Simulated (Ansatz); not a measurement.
## Ligand exchange: SiH2(NH2)2 + SiH3(GeH3) → SiH2(NH2)(SiH3) + GeH3(NH2)

Species: SiH2(NH2)2, singlet; SiH3(GeH3), singlet; SiH2(NH2)(SiH3), singlet; GeH3(NH2), singlet. The partners trade NH2 for SiH3: Si–NH2 and Ge–SiH3 bonds give way to Si–SiH3 and Ge–NH2.

Shapes, held fixed at every level: PBE0-D4/def2-TZVP. Flexible molecules stand in one conformer, not always the lowest. Programs: Ansatz 0.2.0. Electronic energies: no zero-point or thermal term.

```csv
level,kind,ΔE (kJ/mol),less CCSD(T)/def2-TZVPP,CPU time (sum over the molecules)
HF/def2-TZVPP,Hartree–Fock,+89.8,+3.4,–
PBE-D4/def2-TZVPP,GGA,+82.9,-3.5,21 s
r2SCAN0-D4/def2-TZVPP,global hybrid,+92.5,+6.1,32 s
wB97X-V/def2-TZVPP,range-separated hybrid,+85.7,-0.7,57 s
B2PLYP/def2-TZVPP,double hybrid,+89.8,+3.4,42 s
MP2/def2-TZVPP,perturbation theory,+90.0,+3.6,–
CCSD(T)/def2-SVP,coupled cluster or CI,+76.7,-9.7,19 s
CCSD(T)/def2-TZVPP,coupled cluster or CI,+86.4,0.0,79 s
```

The highest level, CCSD(T)/def2-TZVPP, gives ΔE = +86.4 kJ/mol; the levels span +76.7 to +92.5. The column of differences is taken from that level and isn't an error. No measured value is set beside it here. Relativity is left out for Ge unless named. Correlated rows may include outer-core shells of Ge, which these sets cover unevenly. Times are processor times on shared x86 and Arm servers, and rough.

The exchange is strongly uphill at every level, +86.4 kJ/mol at the highest, so amide prefers silicon and the silyl group is left to germanium. The Si–N bond is shorter, more polar and stronger than Ge–N, silicon being the more electropositive partner, while Si–Si and Si–Ge bonds are similar enough that gaining the former repays little. The diamide probably also loses some geminal stabilisation, in which a nitrogen lone pair donates into the neighbouring Si–N σ* orbital.

Hartree–Fock already gives +89.8 kJ/mol, so correlation largely cancels between the two sides, as expected when the number of bonds of each broad type is conserved. Going from the double- to the triple-zeta set shifts the coupled-cluster value by 9.7 kJ/mol, more than any change of method within the larger set; the smaller set probably lacks the polarisation functions that the polar Si–N bonds need. This one reaction can't separate the intrinsic Si–N preference from the geminal contribution; the same exchange starting from SiH3(NH2) would.
